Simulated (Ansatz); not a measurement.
## A series in volume scale on Ta

Results calculated with Ansatz 0.2.0, not measured. Free energy against uniform scaling of the volume at fixed shape and fractions; periodic cell, basis, potentials, k mesh and filling as listed.

The cell before it is scaled or strained (space group Im-3m, No. 229):
```
cell vectors (Å)
  -1.6513     1.6513     1.6513
   1.6513    -1.6513     1.6513
   1.6513     1.6513    -1.6513
atoms (fractions of the cell vectors)
Ta  0.00000  0.00000  0.00000
```

Settings of every row: functional PBE; dispersion none; potentials all-electron LAPW; k mesh 12x12x12; k shift 0x0x0; occupations fermi dirac; smearing width 0.15 eV; spin none; basis error target 0.002 eV/atom.

Limits: coarse k mesh, up to 40 meV an atom off; no spin-orbit coupling, which can matter with elements this heavy.

```
row  volume scale  V (Å³/atom)  energy above lowest point (meV/atom)
  1          0.94        16.93                                  69.6
  2          0.96       17.291                                  36.9
  3          0.98       17.651                                     ?
  4             1       18.011                                     3
  5          1.02       18.371                                     0
  6          1.04       18.731                                   5.2
  7          1.06       19.092                                    18
```

Question: what energy above lowest point should row 3 give?

Worked fit of energy above lowest point. Take u = (V_r/V)^(2/3) − 1 with V_r = 18.191 Å³ an atom, which is twice the finite (Eulerian) strain; such expansions in the strain, on which the Birch-Murnaghan equation of state is built, carry the rest volume and the bulk modulus. The shown rows have u = 0.04906, 0.03441, 0.00665, -0.00654, -0.01931, -0.03171. Least squares give energy above lowest point = 0.43 + 226.7 × u + 24428 × u² − 6273 × u³ meV/atom; a parabola predicts inner rows, each left out in turn, worse (root mean square 0.13 against 0.019 meV/atom). All shown rows lie on it to the printed digit. Its lowest point lies at u = -0.0046, or V = 18.32 Å³ an atom, and the curvature there gives the bulk modulus at fixed shape and fractions, B = (4/9)(1 + u)² E″(u)/V = 189 GPa. The withheld row has u = 0.02029, so the fit gives 0.43 + 226.7 × (0.02029) + 24428 × (0.02029)² − 6273 × (0.02029)³ = 15.0 meV/atom.

The calculation gave 15 meV/atom. The fit meets it to the printed digit.
